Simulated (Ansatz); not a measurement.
# A series in volume scale on Cd

Plane-wave DFT, scalar-relativistic PAW made under PBE with cores redone for the functional, no dispersion; the given relaxed cell is scaled uniformly, energy at zero smearing counts from the unscaled cell, pressure at the given Fermi-Dirac smearing is positive in compression. The results are calculated, by Ansatz 0.2.0.

The cell before it is scaled or strained (space group Fd-3m, No. 227):
```
Cd
1.0
      0.0000     3.2208     3.2208
      3.2208     0.0000     3.2208
      3.2208     3.2208     0.0000
Cd
2
Direct
  0.12500 0.12500 0.12500
  0.87500 0.87500 0.87500
```

Settings of every row: spin polarised no; functional PBEsol; wave cutoff 420 eV; smearing width 0.1 eV; k mesh 10x10x10.

Atom starting moment: 0 on all atoms.

Limits: the cell comes from a prototype or a list of computed structures and needn't be the stable phase.

| row | volume scale | V (Å³/atom) | pressure (GPa) | energy change per atom (meV) |
| --- | --- | --- | --- | --- |
| 1 | 0.88 | 29.402 | ? | ? |
| 2 | 0.92 | 30.738 | 2.52 | 19.53 |
| 3 | 0.96 | 32.075 | 1.16 | 4.87 |
| 4 | 1.04 | 34.748 | -0.69 | 2.7 |
| 5 | 1.08 | 36.084 | -1.3 | 11.23 |
| 6 | 1.12 | 37.42 | -1.76 | 24.15 |

Question: what pressure and energy change per atom should row 1 give?

Worked fit of pressure. Take u = (V_r/V)^(2/3) − 1 with V_r = 34.748 Å³ an atom, which is twice the finite (Eulerian) strain; such expansions in the strain, on which the Birch-Murnaghan equation of state is built, carry the rest volume and the bulk modulus. The shown rows have u = 0.08518, 0.05481, 0, -0.02484, -0.04819. Least squares give pressure = −0.695 + 27.631 × u + 117.73 × u² GPa; a straight line predicts inner rows, each left out in turn, worse (root mean square 0.23 against 0.017 GPa). The rows lie off it by 0.01, -0.01, 0.01, 0.01, -0.01. The withheld row has u = 0.11781, so the fit gives −0.695 + 27.631 × (0.11781) + 117.73 × (0.11781)² = 4.19 GPa.

The calculation gave 4.32 GPa. The fit lies 0.13 GPa (3 % of the value, 2.1 % of the column's range) below it; its largest miss of a shown row is 0.01 GPa. This row lies beyond the range of the fit.

Worked fit of energy change per atom. Take u = (V_r/V)^(2/3) − 1 with V_r = 34.748 Å³ an atom, which is twice the finite (Eulerian) strain; such expansions in the strain, on which the Birch-Murnaghan equation of state is built, carry the rest volume and the bulk modulus. The shown rows have u = 0.08518, 0.05481, 0, -0.02484, -0.04819. Least squares give energy change per atom = 2.567 − 217.689 × u + 4865.56 × u² meV; a straight line predicts inner rows, each left out in turn, worse (root mean square 9.6 against 0.49 meV). The rows lie off it by 0.20, -0.38, 0.13, 0.25, -0.21 (root mean square 0.25 meV). The withheld row has u = 0.11781, so the fit gives 2.567 − 217.689 × (0.11781) + 4865.56 × (0.11781)² = 44.45 meV.

The calculation gave 47.1 meV. The fit lies 2.65 meV (5.6 % of the value, 6 % of the column's range) below it; its largest miss of a shown row is 0.38 meV. This row lies beyond the range of the fit.
